How can a calculation give nearly the same band gap for MoTe₂ as a better method and still describe the wrong electronic structure? The gap is the difference between two band energies, so quite different errors can bring it to the same value. In this layered semiconductor, missing the bottom of one valley of the conduction band shifts the gap by about 0.1 eV and a minimal basis shifts it by about a quarter of an eV. The semi-empirical Hartree–Fock methods PM6 and PM7 widen it by 2 eV or more. An error of the first size is easily mistaken for an improvement, while one of the last size announces itself.

Bulk MoTe₂ (P6₃/mmc, 6-atom cell) by the methods named in the rows, run with several programs without spin polarisation or spin–orbit coupling. Band gaps are for the cell relaxed with r2SCAN+rVV10, and bulk moduli are for fixed cell shape. The k meshes differ between rows; the 54-atom rows treat a 3×3×1 supercell at its zone centre.

```tsv
name	kind	band gap (eV)	volume per atom (Å³)	bulk modulus (GPa)	atoms computed
PBE coarse-settings	low cutoff and mesh	0.778	n/a	n/a	6
GFN1-xTB tblite	tight binding	0.767	24.808	93.10	54
GFN2-xTB tblite	tight binding	0.614	24.715	71.80	54
PM7	semi-empirical	3.293	n/a	n/a	54
PM6	semi-empirical	2.783	n/a	n/a	54
PBE	semilocal	0.772	n/a	n/a	6
PBE SZV	small basis	0.514	n/a	n/a	6
r2SCAN	semilocal	0.884	n/a	n/a	6
PBE DZVP	small basis	0.758	26.719	89.60	6
GLLB-SC	model potential	1.236	n/a	n/a	6
```

Plane-wave PBE serves below as the common reference for gaps, because several rows differ from it in one main respect. It is not the truth: the PBE gap has an error of its own. Three other rows lie within 0.02 eV of it, namely PBE at coarse settings, PBE in the DZVP basis and the tight-binding method GFN1-xTB. The first two solve nearly the same equations as the reference, so their agreement is no surprise. Both also have their band edges at the same points as the reference, so no missed valley is flattering either gap. The third match is of another kind.

### A gap with a valley left out

On a finite set $S$ of points in reciprocal space, the gap is

$$E_g(S)=\min_{S}E_c-\max_{S}E_v ,$$

where $E_c$ and $E_v$ are the energies of the lowest empty and the highest filled band. As long as the bands themselves stay fixed, adding points can lower the first term or raise the second, but not the reverse. A sparse set therefore gives a gap that is too wide or, with luck, exactly right. The danger is greatest where the band edges lie at different points and one of them falls between the points of a simple mesh.

MoTe₂ is such a case. In PBE the top of the valence band is at Γ, the zone centre, and the conduction minimum lies a little over halfway from Γ to K, the corner of the hexagonal zone. The coarse PBE calculation gives 0.884 eV on its 6×6×1 mesh alone and 0.778 eV, the value in the table, once the minimum itself is included. That mesh has a point halfway from Γ to K, on the flank of the valley, so what it misses is the bottom. The low cutoff does little harm to this gap, which stays within 0.01 eV of the better converged PBE value.

The larger of these two numbers sets a trap, because r2SCAN also gives 0.884 eV. The step from PBE to r2SCAN is 0.11 eV, and so is the error of the coarse mesh. Someone who saw only the mesh value would credit a sparse PBE calculation with the quality of a more elaborate functional. The coincidence is exposed by asking where the band edges lie and whether the mesh contains them.

The same question settles the case of GFN1-xTB. Its calculation repeats the cell three times along each in-plane axis and treats the large cell at its zone centre. For the small cell, this amounts to sampling points at thirds of the in-plane reciprocal vectors. Γ and K are among them, but the valley between the two is not. The GFN1 gap has thus been set beside a PBE gap that includes a minimum which GFN1 never saw.

A fair comparison needs the PBE gap on those same points, and it can be bracketed without a new calculation. Every one of the points belongs to the 6×6×1 mesh, so the PBE gap on them is at least 0.884 eV. K is among them, with a direct gap of 1.000 eV, and the valence band at Γ is at least as high as at K, so the gap is at most 1.000 eV. GFN1 gives 0.767 eV, between 0.12 and 0.23 eV below PBE on equal terms.

The near-perfect match therefore does not mean that the two methods agree on the bands. If GFN1 has a lower valley between the sampled points, its full gap is narrower than the table says, and the match is a cancellation of errors. If it has none, the number stands, but the conduction minimum lies elsewhere than in PBE. GFN2-xTB, which looks worse in the table, falls further short of PBE, by 0.27 to 0.39 eV on the same points. On the bands as they stand, including the valley could only lower either tight-binding gap or leave it unchanged. Why these methods place the bands too close together is not settled by the numbers. Their parameters were fitted to molecules, which put little constraint on the conduction edge of a crystal, and their small valence basis may contribute.

### What a minimal basis takes away

The effect of the basis can be seen within PBE. The minimal SZV basis gives a gap of 0.514 eV, a third below the plane-wave value. The larger DZVP basis regains 0.24 eV and ends within 0.02 eV of plane waves. As the functional is the same throughout, the deficit comes mainly from the basis.

In a minimal basis, each valence shell has a single radial function of fixed shape. The band edges of MoTe₂ are mixtures of molybdenum 4d and tellurium 5p orbitals, which need to contract in one state, spread in another and polarise towards their neighbours. A second radial function and a polarisation function provide this freedom. Without it both edges are misplaced, by different amounts, and the gap inherits the difference. The variational principle protects the total energy but not this difference, so a small basis may narrow the gap of one crystal and widen that of another.

### Gaps far too wide, energies out of range

PM7 and PM6 give gaps of 3.29 and 2.78 eV, about four times the PBE value. Missing points in reciprocal space, worth a tenth or two of an eV, cannot account for this. Hartree–Fock theory supplies a reason of the right sign. An empty orbital feels the repulsion of all the electrons, whereas a filled one is spared its own, and nothing in the theory lets the other electrons rearrange to screen an added charge. In a solid as polarisable as a telluride, that screening is strong, and omitting it leaves the gap far too wide.

The heats of formation point to a separate fault, in the energy. With the recorded heats read per cell of six atoms, PM7 places the crystal 97 eV above the elements. The free atoms lie only about 22 eV above them, as a rough sum of recalled atomic heats, so in PM7 the crystal would gain energy by falling apart into atoms. PM6 errs the other way and binds the crystal by about 14 eV an atom, well beyond even the most strongly bound metals.

Two related methods thus differ by 162 eV per cell on the same structure. These sizes hold only if the recorded cell is the six-atom one. If the heats belong to the cluster of nine cells, PM7 lies about 11 eV per small cell above the elements and is bound, and the two methods differ by 18 eV, still far too much. Unsuitable parameters for the close Mo–Te contacts could do this, as could convergence to a false electronic state; which of them is at work is a guess, and the two mean different things for the gap. The pair parameters enter the repulsion between atomic cores, which at fixed geometry shifts the energy but no orbital energy, so a bad heat need not spoil the gap. The charges speak to the electrons directly: molybdenum carries +0.38 e in PM7 and −0.72 e in PM6, so the two methods do not describe the same bonding, and their gaps should not be used to measure the Hartree–Fock error. A heat of formation held against that of free atoms is a quick test of the energy, though not of the gap, and it needs no reference calculation.

### What the functional leaves out

Among the methods that describe the crystal soundly, the choice of functional or model potential matters most. r2SCAN widens the PBE gap by 0.11 eV and GLLB-SC by 0.46 eV. Both place the band edges where PBE does, at Γ and in the valley between Γ and K, and r2SCAN was run on the same k mesh as PBE, so sampling explains neither step. There is a standard reason to expect both gaps to be wider than that of PBE, the derivative discontinuity. When an electron is added to an insulator, the exact exchange–correlation potential jumps by a constant, and this jump is part of the true gap but absent from the difference of PBE orbital energies. r2SCAN depends on the orbitals through their kinetic energy density and recovers a little of it, while GLLB-SC estimates the jump explicitly, and that estimate makes up most of its step.

The order of these three gaps is thus the expected one, but it does not tell which is best. The measured gap of the bulk crystal is roughly 1 eV, a recalled value too rough to settle the ranking. It also contains the effects of temperature, zero-point motion and spin–orbit coupling, all left out here; the last of these shifts the bands noticeably at K.

### One volume, two kinds of bonding

Volume and stiffness offer a second view of the methods, and here too a single number can conceal a failure. The reference cell, relaxed with r2SCAN plus a dispersion term, has 25.67 Å³ per atom. Both tight-binding methods give volumes 3 to 4 % smaller, and PBE in the DZVP basis gives one 4 % larger. PBE lacks the long-range dispersion that draws the layers together, which can account for part of this expansion. The coarse PBE run also pushes outwards within the layers, as slightly long bonds would make it do, but its cutoff is below the recommended value and its pressure carries grid noise, so this is weak evidence. The finite basis may add to the expansion.

The tight-binding contraction can be checked against the pressure on the reference cell. If $P$ is the mean pressure with which the crystal pushes outwards and $B$ its bulk modulus at fixed shape, then $\Delta V/V\approx P/B$ for a small change of volume that keeps the shape of the cell. For GFN1 this gives $-2.85/93.1=-0.031$, a contraction of 3.1 %, against 3.4 % from the table. Nothing was fitted, but all three quantities describe one energy function, so this tests consistency and not accuracy. The estimate falls slightly short because it uses the modulus at equilibrium, whereas a stretched crystal is softer and has further to shrink. It does equally well for GFN2. Volume, pressure and modulus are thus consistent with one another, as expected if the volumes too were found at fixed shape, but that does not make them right.

The stress of GFN2 on that cell shows what the average conceals. Within the layers the crystal pulls inwards with 4.5 GPa, while along the stacking axis it pushes outwards with 1.6 GPa. Left free to change shape, the GFN2 cell would tend to shrink within the layers and lengthen along the stacking axis, relative to the reference cell. In the volume these two departures partly cancel. The stress alone does not tell whether the outward push comes from the spacing between layers or from the thickness of each layer.

The bulk modulus has a similar blind spot. At fixed shape, the cell is squeezed by the same fraction along the stiff covalent layers as along the soft stacking axis, so the layers dominate the result. Under real hydrostatic pressure the soft direction yields most, and the hydrostatic modulus of each method should be lower than its value in the table. That GFN1 and PBE in the DZVP basis agree within 4 % therefore says little about how either describes the weak bonding between layers.

In practice, an agreement should be trusted only after it has survived two questions. Were both gaps taken over the same points in reciprocal space, with the band edges among them? And does a second quantity, such as the heat of formation or the stress along each axis, make sense for the same calculation? In this table the first question undoes the match of GFN1 with PBE, and the second exposes the energies and charges of PM6 and PM7 and the volume of GFN2.
